A hydrogen atom is moved along a line towards and away from germanium, with three electron spins kept parallel. Each column counts its energy from the row at 1.572 Å, close to the bottom of the well.

Ansatz 0.2.0 calculations on neutral GeH with spin multiplicity 4, along a stretch of the Ge–H bond, in the cc-pVTZ basis and without relativity. The wave-function levels keep the germanium core (1s to 3d) frozen, and the valence space of MRCISD+Q holds five electrons in five orbitals. Both density functionals are spin-unrestricted.

```
scan distance (Å)  RCCSDT, energy from the start of the scan (kJ/mol)  CISD, energy from the start of the scan (kJ/mol)  UCCSD, energy from the start of the scan (kJ/mol)  R2SCAN, energy from the start of the scan (kJ/mol)  WB97M V, energy from the start of the scan (kJ/mol)  MRCISD PLUS Q RELAXED valence space, energy from the start of the scan (kJ/mol)
            1.243                                              120.10                                               n/a                                             118.00                                              108.20                                               110.50                                                                           119.60
            1.382                                               30.70                                             29.90                                              29.40                                               25.90                                                27.10                                                                            30.50
            1.572                                                0.00                                              0.00                                               0.00                                                0.00                                                 0.00                                                                             0.00
            1.731                                               11.20                                             12.00                                              12.20                                               11.70                                                10.90                                                                            11.10
            1.932                                               38.90                                             40.00                                              40.40                                               37.10                                                34.80                                                                            38.50
            2.196                                               69.70                                             70.20                                              70.70                                               66.60                                                59.10                                                                            68.90
            2.561                                               90.60                                             90.30                                              90.60                                               92.80                                                75.90                                                                            89.50
            2.871                                               97.60                                             96.90                                              97.20                                              104.10                                                82.30                                                                            96.20
            3.396                                              101.80                                            101.00                                             101.20                                              112.80                                                85.50                                                                           100.30
            4.298                                              103.40                                            102.50                                             102.70                                              116.80                                                86.10                                                                           101.90
            5.334                                              103.70                                            102.80                                             103.00                                              117.50                                                86.50                                                                              n/a
```

*Which costs more, pushing the hydrogen atom in by a third of an ångström or pulling it off altogether?* Pushing it in. RCCSDT gives 120.1 kJ/mol at 1.243 Å and 103.7 at 5.334 Å. Pulling can cost no more than the bond is worth, and once the atoms no longer overlap there is nothing left to pay. Pushing has no such ceiling, because the nuclei repel each other ever more strongly and the electrons around them are squeezed together.

*Is 103.7 kJ/mol then the bond energy of GeH?* It belongs to an excited state of the molecule. Three parallel spins make a quartet, whereas the ground state of GeH is a doublet with one unpaired electron. In the calculation one unpaired electron sits in a σ orbital, along the bond axis, and two sit in π orbitals. The number is the cost of taking this quartet apart into a hydrogen atom and a germanium atom in its triplet ground state.

*Stretched bonds are notorious for defeating methods built on a single determinant. Why not here?* What matters is how the spins are arranged once the bond has gone. Triplet germanium has two unpaired electrons and hydrogen has one, and in the quartet all three point the same way. One determinant describes that arrangement properly. The table agrees: at 5.334 Å, CISD and UCCSD lie within 1 kJ/mol of RCCSDT. MRCISD+Q, which starts from many determinants, stays within 1.5 kJ/mol wherever it was computed.

*What would change if the spin were set to a doublet?* The same two atoms would have to be joined with the hydrogen spin opposed to those on germanium. Near the well the bonding pair shares one orbital, but after separation its two electrons sit on different atoms. A restricted determinant keeps them in the shared orbital, and so mixes in states where both electrons are on the same atom. Correlated methods built on that determinant would then start from a poor description, and their errors should grow with distance. The rule carries over to other molecules: if all the unpaired spins of the fragments are parallel, one determinant can follow the bond to its end, provided that each fragment is itself well described by one determinant.

*If all three unpaired electrons are parallel, what holds the quartet together?* A bonding pair needs opposite spins, and the two unpaired 4p electrons of germanium are parallel to the hydrogen electron. The partner must therefore come from the filled 4s pair. Its other member stays behind, unpaired, in an orbital with some 4p character that points away from hydrogen. Breaking up the 4s pair costs energy, which only a strong overlap can repay. The bond should therefore set in late as the atoms approach, and then quickly.

*Does the curve show this late start?* A simple bond curve provides a yardstick. The Morse form is $E = D\,(1-e^{-ax})^2$, where $x$ is the distance beyond 1.572 Å, $D$ the depth of the well and $a$ a constant that sets how fast the bond fades. Fitted to all eleven RCCSDT points, it has $D = 107.5$ kJ/mol and $a = 2.217$ Å$^{-1}$.

Take the row at 2.196 Å, which was part of the fit. There $x = 2.196 - 1.572 = 0.624$ Å, so $ax = 1.38$ and $e^{-ax} = 0.25$. The formula gives $107.5 \times 0.75^2 \approx 60$ kJ/mol, while RCCSDT gives 69.7. At first sight this looks like a late start, since the real bond has lost more of its strength by this distance than the fitted curve allows.

This is the worst point of the fit, whose typical error is 4.4 kJ/mol. A second two-constant form, the Rydberg curve, also falls short there, by about 7 kJ/mol. Yet the misfit does not prove a late start, because the compressed rows help to set $a$. With $D = 103.7$ kJ/mol and $a = 2.7$ Å$^{-1}$, the same formula follows every row from 1.572 Å outwards to within 1.5 kJ/mol, but gives far too much energy at 1.243 Å. So the fit mainly shows that one constant cannot serve both the squeezed and the stretched side. The R2SCAN curve should contain the same rearrangement of electrons, and the Morse form fits it better, with a typical error of 2.5 kJ/mol. A fairer test would be to compare the range of this bond with that of the doublet, where a 4p electron of germanium can supply the partner. The output printed below lists the misses row by row.

*Which density functional is better for this bond?* The answer depends on where one looks. At 2.196 Å, R2SCAN is only 3.1 kJ/mol below RCCSDT, while WB97M-V is already 10.6 below. At 5.334 Å, R2SCAN has crossed over to 13.8 above, and WB97M-V has sunk to 17.2 below. The good agreement of R2SCAN halfway out is thus a crossing of two curves, and says little about its quality. In a basis of this size RCCSDT is probably still some kJ/mol from its own limit, so the gaps are not purely errors of the functionals. Nor does the table reveal why the two functionals end on opposite sides. The settings list no dispersion term for the functionals, although WB97M-V is normally defined with one, so its column may not show the complete functional.

Germane, GeH$_4$, is a precursor for germanium-containing layers in transistors, and models of such growth need energies for breaking Ge–H bonds. Here the choice between two functionals moves one such energy by 31 kJ/mol. That is a reason to check a functional against a wave-function method over the whole path. It is not an error bar for reactions on a surface, since this is an isolated molecule in an excited state.

*Which digits of 103.7 can be trusted?* As a result within this basis and with frozen cores, it is good to one or two kJ/mol, judging by how closely the wave-function levels agree. As a prediction for the real molecule, even the tens digit is in doubt. The limited basis, the frozen cores and the missing zero-point vibration all leave errors that agreement among these levels cannot reveal. The runs also contain no relativity at all. One missing relativistic part is spin–orbit coupling. In triplet germanium this coupling splits the ground term, and the lowest level lies roughly 10 kJ/mol below the average. The quartet molecule has no net orbital angular momentum about its axis, so it should shift far less.

Counted to the lowest atomic level, the separation energy should therefore be smaller by about that amount from this cause alone. The other missing part is the relativistic contraction of the 4s shell. It binds the 4s pair more tightly, which should make breaking up the pair costlier and weaken this bond further, but the runs give no size for it. The spin–orbit correction is several times larger than any disagreement among the wave-function levels on the stretched side. A still more elaborate treatment of electron correlation would not supply it. The close agreement shows that these methods solve nearly the same problem equally well, and the problem itself lacks a piece of the physics.

The analysis program printed:

```
fit of energy_rccsdt on 11 rows: coefficient of (1 - exp(-s*x))**2 107.5 +/- 2, s 2.217; rms 4.42, worst 2.196 -9.33, leave-one-out rms 12.7
fit of energy_rccsdt on 11 rows: coefficient of (1 - (1 + s*x)*exp(-s*x)) 105.8 +/- 1.3, s 3.208; rms 3.07, worst 2.196 -6.82, leave-one-out rms 8.66
fit of energy_r2scan on 11 rows: coefficient of (1 - exp(-s*x))**2 119.3 +/- 1.2, s 2.05; rms 2.51, worst 1.932 -4.6, leave-one-out rms 5.73
Gaps to RCCSDT and shape of its curve (kJ/mol):
    row  CISD gap  UCCSD gap  MRCISD+Q gap  R2SCAN gap  WB97M-V gap  slope from row before per angstrom  percent of last row  Morse miss  Rydberg miss
  1.243       n/a       -2.1          -0.5       -11.9         -9.6                                 n/a                115.8       3.854         2.542
  1.382      -0.8       -1.3          -0.2        -4.8         -3.6                              -643.2                 29.6      -1.201          -0.9
  1.572         0          0             0           0            0                              -161.6                    0           0             0
  1.731       0.8          1          -0.1         0.5         -0.3                               70.44                 10.8      -1.711        -1.333
  1.932       1.1        1.5          -0.4        -1.8         -4.1                               137.8                37.51      -6.395        -4.945
  2.196       0.5          1          -0.8        -3.1        -10.6                               116.7                67.21      -9.332        -6.821
  2.561      -0.3          0          -1.1         2.2        -14.7                               57.26                87.37      -5.733         -3.32
  2.871      -0.7       -0.4          -1.4         6.5        -15.3                               22.58                94.12      -1.799       -0.3031
  3.396      -0.8       -0.6          -1.5          11        -16.3                                   8                98.17       2.003         1.879
  4.298      -0.9       -0.7          -1.5        13.4        -17.3                               1.774                99.71       3.632         2.198
  5.334      -0.9       -0.7           n/a        13.8        -17.2                              0.2896                  100       3.791         2.054
RCCSDT rise at the last row (eV): 1.075
Shortest row above longest row in RCCSDT (kJ/mol): 16.4
R2SCAN above WB97M-V at the last row (kJ/mol): 31
R2SCAN error at the last row (percent of RCCSDT): 13.31
WB97M-V error at the last row (percent of RCCSDT): -16.59
Rough spin-orbit lowering of the separated atoms (kJ/mol): 11.54
Change by quadruples of the step between the two shortest rows (kJ/mol): 0.02009
```
